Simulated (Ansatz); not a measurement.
# HfC (rocksalt structure)

The computed numbers are results of r²SCAN, scalar-relativistic (no spin polarisation) in the plane-wave PAW code Ansatz at 500 eV, Γ-centred 12×12×12 mesh, 0.05 eV Gaussian smearing. The datasets are Ansatz's generated set soft_2.

```xyz
2
Lattice="0.0000 2.3203 2.3203 2.3203 0.0000 2.3203 2.3203 2.3203 0.0000" Properties=species:S:1:pos:R:3 pbc="T T T"
Hf    2.3203    2.3203    2.3203
C     0.0000    0.0000    0.0000
```

The compound is reported in the structure type of the start.

Cell and atoms are those of this level's equilibrium.

The cell has space group Fm-3m (read at 0.01 Å). In it the stress is 0.00, 0.00, 0.00, 0.00, 0.00, 0.00 GPa and the largest force component 0.000 eV/Å. Each change below starts from this cell, without further relaxation. Stress is in GPa, positive in compression, in the order xx, yy, zz, yz, xz, xy; energies are counted from the cell above and are free energies with the smearing's entropy, which match forces and stress in a metal.

What happens when atom 1 (Hf) is moved by 0.08 Å along x?

The energy changes by 23.4 meV per cell, and the force on it along the shift is -0.597 eV/Å (−F/u = 7.47 eV/Å²). Stress: 1.82, -0.05, -0.05, 0.00, 0.00, 0.00.
| atom | Fx (eV/Å) | Fy | Fz |
| --- | --- | --- | --- |
| Hf1 | -0.597 | 0.000 | 0.000 |
| C2 | 0.597 | 0.000 | 0.000 |
In a harmonic crystal the energy would rise by −½F·u = ½ × 7.47 × 0.08² eV = 23.9 meV, which matches.

A single strain component, atoms carried along, gave the stress 0.04, -0.06, 0.04, 0.00, 1.88, 0.00. Which component, and about how large?

An engineering strain of -1 % in xz; the energy changes by 1.5 meV per cell.

All atoms and the cell are disturbed at random:
```xyz
2
Lattice="-0.0061 2.2975 2.2922 2.3162 0.0013 2.2848 2.3258 2.2997 -0.0082" Properties=species:S:1:pos:R:3 pbc="T T T"
Hf    2.2397    2.3161    2.2648
C     0.0782   -0.0168    0.0196
```
Give the energy change, the stress and the forces.

106.5 meV per cell; stress 8.78, 6.27, 7.51, 0.32, 0.55, 0.32 GPa.
| atom | Fx (eV/Å) | Fy | Fz |
| --- | --- | --- | --- |
| Hf1 | 1.125 | -0.238 | 0.285 |
| C2 | -1.125 | 0.238 | -0.285 |

These numbers lack spin–orbit coupling.

The Hf displacement meets a strong restoring force, as expected for a carbide held together by directional Hf 5d–C 2p bonds, with the Fermi level near a pseudogap between bonding and antibonding states. The energy rise of 23.4 meV lies slightly below the harmonic estimate of 23.9 meV, which suggests a weak quartic stiffening, since inversion symmetry rules out a cubic term for this shift.

The same symmetry makes the accompanying stress even in the displacement. The 1.82 GPa along x is therefore an anharmonic effect: the shortened Hf–C contact pushes harder than the lengthened one pulls, while the transverse directions barely respond. This also explains why the randomly disturbed cell has its largest normal stress, 8.78 GPa, along x, although its compression is mainly along y and z; the sublattices are displaced chiefly along x.

The restoring responses support local stiffness against the sublattice shift and the shear tested, but leave open the phonons away from the zone centre, and with them full dynamical stability.
